## One structure or six

A calculation on the fluorinated chain CH₃–CHF–CH₂CH₂CH₂–CH(CH₃)–CF₃, whether of a reaction energy, a spectrum or a dipole, must start from a structure, and the choice is between the lowest conformer alone and a weighted set. The numbers below name conformer 1 as the starting structure at every level of theory tried. They also give it only 46.7 % of the population, so it represents less than half of the molecules. The winner is fairly safe, the order behind it is only partly safe, and the weights are the softest result of all.

Conformers of one stereoisomer of CH₃CHF(CH₂)₃CH(CH₃)CF₃ without solvent, computed with PySCF 2.14.0 and tblite 0.8.0: PBE0-D3(BJ)/def2-SVP energies at GFN2-xTB geometries. Free energies add GFN2-xTB quasi-harmonic terms at 298.15 K to the DFT energies, and the Boltzmann weights are normalised over the six conformers kept.

```csv
number,torsions in degrees,GFN2-xTB energy above its lowest (kcal/mol),DFT energy above the lowest (kcal/mol),free energy above the lowest (kcal/mol),weight (%),dipole (D)
1,"(62,-178,-176,-69)",0.000,0.000,0.000,46.70,2.210
2,"(63,-171,-62,-63)",0.610,0.300,0.640,16.00,2.710
3,"(63,77,-174,-67)",0.680,0.530,0.750,13.20,2.320
4,"(65,-177,179,-158)",0.450,0.660,0.820,11.70,1.920
5,"(171,-174,-174,-67)",0.770,1.060,1.090,7.50,2.510
6,"(169,-177,172,-172)",0.860,1.340,1.330,4.90,1.600
```

All rows are one stereoisomer in the same closed-shell state, so they can be compared directly. The three energy columns are the tight-binding energy at its own minimum, the DFT energy at that same geometry, and the free energy G, which adds tight-binding vibrational and rotational terms to the DFT energy. The weight of row i is wᵢ = exp(−Gᵢ/RT) / Σⱼ exp(−Gⱼ/RT), with RT = 0.592 kcal/mol. The dipole μ is the length of the dipole vector in debye.

## Reading the shape from the torsions

The four torsions run along the chain: F3-C2-C4-C5, C2-C4-C5-C6, C4-C5-C6-C7 and C5-C6-C7-C8. A value near ±60° is gauche and a value near 180° is anti. The first torsion ends on fluorine and the last on the methyl carbon C8, so neither follows the main chain. Each of the branched carbons C2 and C7 carries a second heavy group about 120° away, on a side fixed by the handedness of the centre.

With that offset the rows become easy to describe. In row 1 fluorine and methyl C8 are gauche, which puts methyl C1 at about −178° and CF₃ at about 171°: the chain from C1 to CF₃ is fully extended. Rows 2 and 3 keep both ends as in row 1 and add one kink in the middle, about C5-C6 and C4-C5 respectively. Row 4 turns the CF₃ end so that CF₃ is gauche and methyl anti, row 5 turns the other end so that methyl is gauche and fluorine anti, and row 6 does both.

## Why the extended chain wins

A branched carbon has two heavy substituents and only one anti position, so at least one of them must lie gauche to the chain. The question at each end is which group takes the crowded place. Fluorine is smaller than methyl, and methyl is smaller than CF₃, so standard steric reasoning puts fluorine gauche at C2 and methyl gauche at C7. Row 1 makes both choices and has no further kink. The numbers agree with this reading: the wrong choice costs 0.66 kcal/mol in DFT energy at the CF₃ end (row 4) and 1.06 at the fluorine end (row 5).

The 1.06 is an exchange of two contacts and must not be read as the gauche preference of fluorine. Turning fluorine anti removes a gauche F···C contact and creates a gauche CH₃···C contact in the same rotation. Theory gives gauche fluorine an advantage of its own: a C–H bond of C4 then lies anti to C–F, and σ(C–H) donates into the low-lying σ*(C–F) orbital better than the σ(C–C) bond that takes its place in row 5. The table does not establish how much this advantage contributes here. The exchange costs twice the dearer of the two carbon-on-carbon kinks (0.53) when CF₃ is anti, but only 0.68 when CF₃ is gauche (row 4 to row 6), and no row changes the fluorine contact alone.

## Why the kinked chains come next

A plain count of gauche contacts fails as a guide: rows 2 and 3 have three, all other rows have two, yet in DFT energy and free energy the kinked rows are second and third. What matters is which groups touch and with what sign. In row 2 the new torsion of −62° follows the sign of its neighbour at −63°, and in row 3 both neighbouring gauche torsions are positive. Two successive gauche turns of the same sign wind the chain like a helix, whereas opposite signs drive the first and fifth atoms of the stretch into each other, the syn-pentane clash. No opposite-sign pair is among the six rows, which is consistent with that well-known penalty but gives no measure of it.

The kink of row 2 is cheap in DFT: 0.30 kcal/mol, about half its price in GFN2-xTB (0.61) and less than the kink of row 3 (0.53). Folding brings more atom pairs into van der Waals contact, and real dispersion attraction rewards this. A small basis rewards it too, falsely, since neighbouring parts of the molecule borrow each other's functions, and def2-SVP is prone to this intramolecular superposition error. How the low price divides between real dispersion, the D3(BJ) model of it and the basis error was not tested, so any division is a guess. The direction of the basis error can be argued, though: removing it should raise the folded rows 2 and 3 and so help row 1.

These points give a rule for a chain of this kind. At each branch the smaller group goes gauche, the middle stays anti, and the low excited shapes are likely to include single kinks that copy the sign of the gauche group next to them. With the opposite handedness at a branch the gauche group changes side, and the favoured kink changes sign with it. The rule names the winner; it does not give the spacings, as the next part shows.

## The two ends do not simply add

If the ends were independent, row 6 would cost the sum of rows 4 and 5. In DFT energy that sum is 0.66 + 1.06 = 1.72 kcal/mol, while row 6 lies at 1.34. The shortfall is far beyond the rounding of the entries and the noise of some hundredths of a kcal/mol. Put differently, turning CF₃ gauche costs less than half as much once fluorine is already anti.

The shortfall is 0.38 kcal/mol in DFT and 0.36 in GFN2-xTB at its own minima, so it is unlikely to come from placing DFT on borrowed geometries. One visible oddity is that row 4 is twisted: its last torsion is −158°, against −172° in row 6 with the same arrangement at that end. That row 4 carries some strain which row 6 escapes is only a guess. An electrostatic interaction between the two polar ends, which changes when either end turns, is another candidate, and the table cannot separate the two. The practical lesson holds without the cause: increments read from single rotations are good to a few tenths of a kcal/mol here, which is the size of the gaps to be ranked.

## How safe the order is

Row 1 leads its nearest follower by 0.45 kcal/mol in GFN2-xTB energy, 0.30 in DFT energy and 0.64 in free energy. Each lead is several times the numerical noise. Rows 5 and 6 are last, in that order, in all three columns. First place and the last two places thus survive a change of electronic method and the addition of thermal terms.

The middle does not. GFN2-xTB puts row 4 second and DFT puts it fourth, which accounts for both of the 2 pairs out of 15 that change order between the methods. The disagreement has a pattern: relative to row 1, DFT lowers both kinked rows and raises all three rows with turned ends. In free energy rows 2 to 4 span only 0.18 kcal/mol, or 0.30 RT, and their successive gaps are hardly larger than the noise. These three are best treated as a tie for second place.

The two methods differ by 0.31 kcal/mol, root mean square over rows 2 to 6, which is as large as the DFT lead of row 1. This is a disagreement between two approximate levels and does not bound the error of the better one. It still sets a sensible scale for caution, since an error of 0.3 kcal/mol changes a ratio of weights by a factor of 1.7. The DFT energies also belong to tight-binding geometries; every row would drop on relaxation at the DFT level, by amounts that may differ in either direction.

More than half of the free-energy lead over row 2 is thermal: 0.34 of 0.64 kcal/mol. The thermal terms also penalise rows 3 and 4, and leave rows 5 and 6 almost unchanged. A plausible but untested cause for the kinked rows is that an extended chain keeps softer torsional vibrations and hence more vibrational entropy. Such soft modes are the weak spot of a harmonic treatment, which is why those below 100 cm⁻¹ were handled quasi-harmonically. This part of the lead therefore rests on the cheaper method and on its least secure quantity.

## What a solvent could do

A polar medium stabilises the more polar conformer, and the dipoles do not follow the energies: the most polar form is row 2 at 2.71 D, the least polar is the highest form, row 6, at 1.60 D. The closest competitor is thus the one that a solvent helps most. A dipole μ in a spherical cavity of radius a polarises the surrounding medium of permittivity ε, the polarisation sends back a reaction field proportional to μ/a³, and half the interaction energy is spent on polarising the medium. The result is the Onsager term, in which nothing is fitted to the table:

ΔG(solv) = −[(ε − 1)/(2ε + 1)] μ²/a³

The bracket can reach at most ½, for very large ε, and 1 D²/Å³ is about 14 kcal/mol. For row 2 against row 1 the estimate runs:

Δ(μ²) = 2.71² − 2.21² = 2.46 D²

largest gain = ½ × 14 × 2.46 / a³ ≈ 17/a³ kcal/mol (a in Å)

reversal needs 17/a³ > 0.64, so a³ < 27 Å³ and a < 3.0 Å

A sphere holding the molecular volume, taken from a roughly guessed liquid density of 1.1 g/cm³, has a radius near 4.1 Å, and the gain is then a few tenths of a kcal/mol at most. On this estimate a solvent narrows the gap without closing it. The model is good for the order of magnitude only, because the result goes as 1/a³ and because a long molecule with two polar ends is poorly described by one point dipole in a sphere. A solvent sees each C–F region separately, and the total dipole ignores that.

## What would reverse the order

Against row 2 the lead has two parts of similar size, electronic and thermal, and either one alone keeps row 1 in front. A reversal needs 0.64 kcal/mol, about 1.08 RT, and none of the effects sized above supplies that singly. Two together could: if the thermal part proved spurious, the remaining 0.30 would be of the size that a very polar solvent might remove. The basis error is argued to work the other way, so a larger basis should make this reversal harder.

The other route is a conformer outside the list. From 54 distinct force-field shapes the GFN2-xTB stage delivered 14 distinct minima. Six were kept, covering 81.7 % of the GFN2-xTB weight, and the search itself may be incomplete. Since DFT treated both kinked rows more kindly than GFN2-xTB did, an omitted folded form could well enter the tie for second place. To take first place it would have to beat a shape that already has the best contact at both ends and no kink, which the steric argument makes unlikely but the six rows do not exclude.

## What this means for the weights

The weights are normalised to six conformers and so are probably too high. If the covered share carried over to the DFT level, row 1 would fall from 46.7 % to about 46.7 × 0.817 ≈ 38 %. Dropping the thermal terms happens to give a similar figure, so these estimates all put row 1 below half. That is not a firm bound, since an error of 0.3 kcal/mol in its lead over the other rows could carry it past half. The mixing entropy −R Σ wᵢ ln wᵢ, 3 cal/(mol K), is for the same reason probably too low.

For a free energy the ensemble matters. The six conformers together lie below row 1 alone by −RT ln w₁ = −0.592 × ln 0.467 = 0.45 kcal/mol, and omitted conformers can only add to this. That is larger than the DFT gap between the two lowest rows, so neglecting the set costs more than misjudging that gap.

For the dipole, row 1 serves well by accident. The weighted mean of the magnitudes is 2.26 D against 2.21 D for row 1, because more polar and less polar minor forms offset each other. A property tied to a particular torsion, such as a coupling across C4-C5 or C5-C6, has no such protection, since each of these bonds is kinked in a conformer with a weight above 13 %. Such a property needs the average, and inherits the uncertainty of the tie among rows 2 to 4.
